Suppose a MoS₂ film has to be grown on a substrate whose lattice doesn't quite fit, and two numbers are wanted for the design: the stress the film will carry, and how much thinner or thicker it becomes. The table seems to supply both. Only the first should be taken from it, and even that needs a correction for the height of the cell. The in-plane stress reflects the bonds of the material, whereas the change in height mostly repeats the cell shape from which each relaxation was started.

MoS2 (P6_3/mmc, 6 atoms in the cell) under biaxial strain in the a-b plane, with c and the atoms relaxed in the strained cells; changes are relative to the unstrained cell. Computed with Ansatz 0.2.0, plane-wave PAW, scalar-relativistic PBE, no spin polarisation, 420 eV cutoff, 12×12×2 k mesh, Gaussian smearing of 0.02 eV. Stress is positive in compression.

```
strain (%)  energy change (meV/atom)  volume change (%)  c over a  stress xx (GPa)  stress zz (GPa)
        -6                     121.8              -8.42     5.126            16.37             0.00
        -4                      51.9              -5.60     4.961            10.16             0.00
        -2                      12.4              -2.79     4.802             4.73             0.00
         0                       0.0               0.00     4.649             0.00             0.01
         2                      11.5               2.51     4.491            -4.16             0.00
         4                      44.4               5.49     4.360            -7.78            -0.01
         6                      96.2               8.32     4.228           -10.94             0.01
```

Strain here is the relative change of the in-plane lattice constant a, and c is the height of the cell, which holds two S–Mo–S layers. Stress is positive in compression; xx lies in the plane and zz along c. The functional is PBE without a dispersion correction, and that choice decides which columns can be trusted.

Within a layer, every Mo atom is bonded to six S atoms. Squeezing or stretching the layer changes the lengths and angles of these strong bonds, so the energy rises on both sides of zero strain. The sulfur atoms can move up or down to relieve part of the load, but they can't remove it. This makes the in-plane response large and well defined.

It is also lopsided. At 6 % compression the energy is 1.27 times that at 6 % tension, and the stress is 1.50 times as large in size. The usual reason is the shape of a bond's energy curve: electron clouds pushed together repel ever more steeply, while the pull of a stretched bond grows more and more slowly. The table shows the imbalance; its origin in the bonds is standard theory, not something a column isolates.

Why is the stress more uneven than the energy? Stress follows the slope of the energy curve, and a slope exaggerates departures from a parabola. Let ε be the strain as a fraction and E the energy change per atom:

E = A ε² + B ε³

A least-squares fit to the energies of the seven rows gives A = 30.24 eV and B = −59.2 eV per atom. Taking the slope multiplies the first term by two and the second by three, so the cubic part weighs half as much again in the stress as in the energy.

The step to stress is a balance of work. With practically no stress along c, a change of height costs no work, and only the two in-plane directions count. For volume V per atom this gives

stress xx = −(1 + ε) / (2V) × dE/dε

Take 4 % tension. The slope is 2 × 30.24 × 0.04 − 3 × 59.2 × 0.0016 = 2.135 eV per atom, and V is 21.68 × 1.0549 = 22.87 Å³. With 1 eV/Å³ = 160.2 GPa the formula gives about −7.8 GPa, in agreement with the table. The energy of this row was part of the fit, but its stress was not.

The agreement shows that energies and stresses are consistent with each other. The largest miss is 0.18 GPa, at 6 % compression, where the computed curve is slightly steeper than the fitted cubic. A pure parabola fitted to the same energies would make the two end stresses differ in size by only 5 %. Most of the imbalance therefore comes from the curve's departure from a parabola, and little from the changing dimensions of the cell.

The height is another matter. In a crystal bonded in all three directions, stretching the plane usually makes the material contract along c until the forces balance, which is the Poisson response. The table appears to show just that: c shrinks by about 0.6 % for each 1 % of in-plane stretch. But in every strained row whose starting cell is on record, this same ratio was built in from the start. At 6 % compression, for example, c was 3.6 % longer at the start and is still 3.6 % longer at the end.

The relaxation had little reason to correct that guess. Neighbouring layers face each other with sulfur atoms whose bonding needs are already met inside their own layer. What holds such layers together is mainly dispersion, the attraction between correlated fluctuations of their electrons, and PBE doesn't describe it at this range. With the layers this far apart, the energy should hardly change when the gap opens or closes a little.

This is why the near-zero stress zz is misleading. Zero stress normally marks the best height, because any other height would produce a restoring stress. Here the stress is probably close to zero over a whole range of heights, so a relaxation can stop almost where it began. No row tests this directly, by changing c while a stays fixed, but the final heights so close to their starts point to it. The columns for volume change and c over a inherit that arbitrariness. The imposed change of a is real, and so, one expects, is some thinning of the stretched layers as their sulfur atoms move towards the Mo plane. But c adds the layers and the gaps together, and the table can't separate them.

The row at +2 % gives the problem away. Its volume change is 2.51 %, whereas its starting cell had 2.79 %; the other rows with a recorded start stay within 0.1 percentage points of their own starting values. In this one row c drifted a further 0.04 Å downwards. Probably the optimiser happened to take a longer step along the flat direction, though that is a guess.

A change of phase would be a poor explanation. Both the energy and the in-plane stress at +2 % lie on the smooth curves through the other rows. The unchanged symmetry proves nothing here, because the relaxation preserves it in any case. The energy has no reason to notice the drift: against a stress of 0.01 GPa, the largest zz value in the table, moving c that far takes work of less than 0.01 meV per atom. The energy change of the row is more than a thousand times larger.

For the film design, convert the stress into a force per length of one layer by multiplying it by c/2. This removes the empty space over which the cell stress has been averaged. The rows at ±2 % then give a layer stiffness of about 165 N/m for equal strain in both in-plane directions, so a 1 % mismatch of that kind loads each layer with roughly 1.6 N/m, provided the layer really takes on the substrate's lattice. A weakly held layer may slip and keep its own lattice instead, which the calculation doesn't test. At 6 % a single stiffness no longer serves: the force is 12.6 N/m in compression but 7.8 N/m in tension.

To get back to the stress in a real film, divide the force by the real layer spacing. The true c is roughly 12 Å, a recalled value, against 14.8 Å here. If the layers themselves are equally stiff, the real stress is higher by about a fifth to a quarter. The compressive values also assume a film held flat by its substrate, since the calculation kept the symmetry and gave the layers no chance to buckle.

For the change in thickness, repeat the series with a dispersion correction, and start each strained cell from two clearly different heights. If both runs end at the same c, the Poisson response belongs to the calculated material. If each stays near its own start, it still belongs to the guess.
